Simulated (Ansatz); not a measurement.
A series in volume scale on Ce

All results are calculated (Ansatz 0.2.0). Plane-wave DFT, scalar-relativistic PAW made under PBE with cores redone for the functional, no dispersion; the given relaxed cell is scaled uniformly, energy at zero smearing counts from the unscaled cell, pressure at the given Fermi-Dirac smearing is positive in compression.

The cell before it is scaled or strained (space group Fm-3m, No. 225):
```
CELL_PARAMETERS angstrom
0.00000 2.40700 2.40700
2.40700 0.00000 2.40700
2.40700 2.40700 0.00000
ATOMIC_POSITIONS crystal
Ce 0.00000 0.00000 0.00000
```

Settings of every row: spin polarised yes; functional RPBE; wave cutoff 420 eV; smearing width 0.05 eV; k mesh 15x15x15.

Atom:
| element | starting moment (Bohr magneton) |
| --- | --- |
| Ce | 1 |

Limits: a known weakness of the program can leave such a cell on a higher state; open f shell: the state may not be the lowest.

| row | volume scale | V (Å³/atom) | energy change per atom (meV) | pressure (GPa) |
| --- | --- | --- | --- | --- |
| 1 | 0.88 | 24.544 | 48.4 | 5.35 |
| 2 | 0.92 | 25.659 | 19.55 | 3.2 |
| 3 | 0.96 | 26.775 | 4.21 | 1.46 |
| 4 | 1.04 | 29.006 | 5.11 | -1.17 |
| 5 | 1.08 | 30.122 | ? | ? |
| 6 | 1.12 | 31.238 | 37.29 | -2.97 |

Largest site moment is 0 Bohr magneton in every row.

Question: what energy change per atom and pressure should row 5 give?

Worked fit of energy change per atom. Take u = (V_r/V)^(2/3) − 1 with V_r = 26.775 Å³ an atom, which is twice the finite (Eulerian) strain; such expansions in the strain, on which the Birch-Murnaghan equation of state is built, carry the rest volume and the bulk modulus. The shown rows have u = 0.05972, 0.02879, 0, -0.05196, -0.09767. Least squares give energy change per atom = 4.097 + 333.12 × u + 6879.2 × u² meV; a straight line predicts inner rows, each left out in turn, worse (root mean square 20 against 0.32 meV). The rows lie off it by -0.13, 0.16, 0.11, -0.25, 0.11 (root mean square 0.16 meV). The withheld row has u = -0.07552, so the fit gives 4.097 + 333.12 × (-0.07552) + 6879.2 × (-0.07552)² = 18.17 meV.

The calculation gave 17.99 meV. The fit lies 0.18 meV (1 % of the value, 0.41 % of the column's range) above it; its largest miss of a shown row is 0.25 meV.

Worked fit of pressure. Take u = (V_r/V)^(2/3) − 1 with V_r = 26.775 Å³ an atom, which is twice the finite (Eulerian) strain; such expansions in the strain, on which the Birch-Murnaghan equation of state is built, carry the rest volume and the bulk modulus. The shown rows have u = 0.05972, 0.02879, 0, -0.05196, -0.09767. Least squares give pressure = 1.462 + 57.46 × u + 124.5 × u² GPa; a straight line predicts inner rows, each left out in turn, worse (root mean square 0.35 against 0.025 GPa). The rows lie off it by 0.01, -0.02, 0.00, 0.02, -0.01. The withheld row has u = -0.07552, so the fit gives 1.462 + 57.46 × (-0.07552) + 124.5 × (-0.07552)² = -2.17 GPa.

The calculation gave -2.15 GPa. The fit lies 0.02 GPa (0.24 % of the column's range) below it; its largest miss of a shown row is 0.02 GPa.
